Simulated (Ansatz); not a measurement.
CeTe: energy above lowest point against volume scale

All results are calculated (Ansatz 0.2.0). Free energy against uniform scaling of the volume at fixed shape and fractions; periodic cell, basis, potentials, k mesh and filling as listed.

The cell before it is scaled or strained (space group Pm-3m, No. 221):
```
CELL_PARAMETERS angstrom
3.86090 0.00000 0.00000
0.00000 3.86090 0.00000
0.00000 0.00000 3.86090
ATOMIC_POSITIONS crystal
Ce 0.00000 0.00000 0.00000
Te 0.50000 0.50000 0.50000
```

Settings of every row: functional LDA; dispersion none; potentials PAW; wave cutoff 550 eV; density cutoff 2200 eV; k mesh 8x8x8; k shift 0x0x0; occupations fermi dirac; smearing width 0.1 eV; spin collinear; SCF threshold exponent -10.

Limits: a known weakness of the program can leave such a cell on a higher state; coarse k mesh, up to 40 meV an atom off; state may not be the lowest; no spin-orbit coupling, which can matter with elements this heavy; the cell comes from a prototype or a list of computed structures and needn't be the stable phase.

```csv
row,volume scale,V (Å³/atom),energy above lowest point (meV/atom)
1,0.88,25.323,14.8
2,0.92,26.474,0
3,0.96,27.625,6.6
4,1,28.776,30
5,1.04,29.927,66.6
6,1.08,31.078,?
7,1.12,32.23,169
```

Question: what energy above lowest point should row 6 give?

Worked fit of energy above lowest point. Take u = (V_r/V)^(2/3) − 1 with V_r = 28.2 Å³ an atom, which is twice the finite (Eulerian) strain; such expansions in the strain, on which the Birch-Murnaghan equation of state is built, carry the rest volume and the bulk modulus. The shown rows have u = 0.07438, 0.043, 0.01383, -0.01339, -0.03885, -0.0852. Least squares give energy above lowest point = 16.42 − 864.7 × u + 11117 × u² + 2899 × u³ meV/atom; a parabola predicts inner rows, each left out in turn, worse (root mean square 0.47 against 0.04 meV/atom). All shown rows lie on it to the printed digit. The withheld row has u = -0.06273, so the fit gives 16.42 − 864.7 × (-0.06273) + 11117 × (-0.06273)² + 2899 × (-0.06273)³ = 113.7 meV/atom.

The calculation gave 113.7 meV/atom. The fit meets it to the printed digit.
